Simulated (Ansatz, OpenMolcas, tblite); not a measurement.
**CH6GeSi (SMILES [CH2]1[SiH2][GeH2]1): methods side by side**

CH6GeSi has 9 atoms, charge 0, and is taken as a singlet. SMILES: `[CH2]1[SiH2][GeH2]1`. The shape is that of a PBE0-D4/def2-TZVP optimisation.

Each level gives the HOMO–LUMO gap (eV). The values are calculated.

| level | kind | program | value (eV) | CPU time |
| --- | --- | --- | --- | --- |
| GFN1-xTB | semi-empirical | tblite | 3.52 | under 2 s |
| HF/cc-pVDZ | Hartree–Fock | OpenMolcas | 11.84 | 16 s |
| SVWN5/cc-pVDZ | LDA | OpenMolcas | 4.54 | 42 s |
| BLYP/cc-pVDZ | GGA | OpenMolcas | 4.55 | 53 s |
| TPSS/cc-pVDZ | meta-GGA | OpenMolcas | 4.88 | 73 s |
| r2SCAN0/cc-pVDZ | hybrid meta-GGA | Ansatz | 6.71 | 17 s |
| wB97X/cc-pVDZ | range-separated hybrid | Ansatz | 10.60 | 32 s |
| B2PLYP/cc-pVDZ | double hybrid | OpenMolcas | 8.41 | 38 s |

All-electron rows without a relativistic Hamiltonian named are non-relativistic. The values span 3.52 to 11.84 eV. Orbital gaps aren't excitation energies, and those of double hybrids come from the SCF part alone; they tend to grow with the share of exact exchange. Times are those of the runs behind each value, whatever else they computed, on shared processors of several kinds: orders of magnitude only.

The local and gradient-corrected functionals almost coincide, at 4.54 and 4.55 eV, so density-gradient corrections barely alter the frontier separation. The much larger wB97X value of 10.60 eV probably reflects how long-range exact exchange lowers the occupied levels relative to the empty ones. The disagreement therefore concerns the meaning of the orbital energies more than the bonding in the ring.

Chemically, the HOMO is probably dominated by the Si–Ge σ bond. Silicon and germanium have more diffuse valence orbitals than carbon and overlap less effectively, which places their σ level higher and the matching σ* level lower than those of bonds to carbon. The three-membered ring should reinforce this, since its bent bonds sacrifice further overlap. A saturated molecule of this kind can thus have a smaller gap than its all-carbon analogue without any π system. Without an open-chain counterpart, however, the contribution of ring strain can't be separated from that of the heavier elements.
